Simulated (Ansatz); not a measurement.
## A series in volume scale on Sb

Plane-wave DFT, scalar-relativistic PAW made under PBE with cores redone for the functional, no dispersion; the given relaxed cell is scaled uniformly, energy at zero smearing counts from the unscaled cell, pressure at the given Fermi-Dirac smearing is positive in compression. The results are calculated, by Ansatz 0.2.0.

The cell before it is scaled or strained (space group Fm-3m, No. 225):
```
cell vectors (Å)
   0.0000     2.4760     2.4760
   2.4760     0.0000     2.4760
   2.4760     2.4760     0.0000
atoms (fractions of the cell vectors)
Sb  0.00000  0.00000  0.00000
```

Settings of every row: spin polarised no; functional BLYP; wave cutoff 420 eV; smearing width 0.1 eV; k mesh 12x12x12.

Atom starting moment: 0 on all atoms.

Limits: the cell comes from a prototype or a list of computed structures and needn't be the stable phase.

| row | volume scale | V (Å³/atom) | pressure (GPa) | energy change per atom (meV) |
| --- | --- | --- | --- | --- |
| 1 | 0.88 | 26.716 | 7.73 | 78.55 |
| 2 | 0.92 | 27.93 | 4.61 | 32.3 |
| 3 | 0.96 | 29.144 | 2.09 | 7.51 |
| 4 | 1.04 | 31.573 | -1.54 | 6.37 |
| 5 | 1.08 | 32.787 | ? | ? |
| 6 | 1.12 | 34.002 | -3.83 | 49.89 |

Question: what pressure and energy change per atom should row 5 give?

Worked fit of pressure. Take u = (V_r/V)^(2/3) − 1 with V_r = 29.144 Å³ an atom, which is twice the finite (Eulerian) strain; such expansions in the strain, on which the Birch-Murnaghan equation of state is built, carry the rest volume and the bulk modulus. The shown rows have u = 0.05971, 0.02877, 0, -0.05197, -0.09767. Least squares give pressure = 2.099 + 81.44 × u + 213 × u² GPa; a straight line predicts inner rows, each left out in turn, worse (root mean square 0.61 against 0.023 GPa). The rows lie off it by 0.01, -0.01, -0.01, 0.02, -0.01. The pressure vanishes at u = -0.0278, or V = 30.4 Å³ an atom, and there the bulk modulus at fixed shape and fractions is B = −V dP/dV = (2/3)(1 + u) dP/du = 45.1 GPa. The withheld row has u = -0.07552, so the fit gives 2.099 + 81.44 × (-0.07552) + 213 × (-0.07552)² = -2.84 GPa.

The calculation gave -2.82 GPa. The fit lies 0.02 GPa (0.17 % of the column's range) below it; its largest miss of a shown row is 0.02 GPa.

Worked fit of energy change per atom. Take u = (V_r/V)^(2/3) − 1 with V_r = 29.144 Å³ an atom, which is twice the finite (Eulerian) strain; such expansions in the strain, on which the Birch-Murnaghan equation of state is built, carry the rest volume and the bulk modulus. The shown rows have u = 0.05971, 0.02877, 0, -0.05197, -0.09767. Least squares give energy change per atom = 7.731 + 569.04 × u + 10266.5 × u² meV; a straight line predicts inner rows, each left out in turn, worse (root mean square 29 against 0.62 meV). The rows lie off it by 0.24, -0.30, -0.22, 0.48, -0.20 (root mean square 0.31 meV). The withheld row has u = -0.07552, so the fit gives 7.731 + 569.04 × (-0.07552) + 10266.5 × (-0.07552)² = 23.31 meV.

The calculation gave 23.77 meV. The fit lies 0.46 meV (1.9 % of the value, 0.64 % of the column's range) below it; its largest miss of a shown row is 0.48 meV.
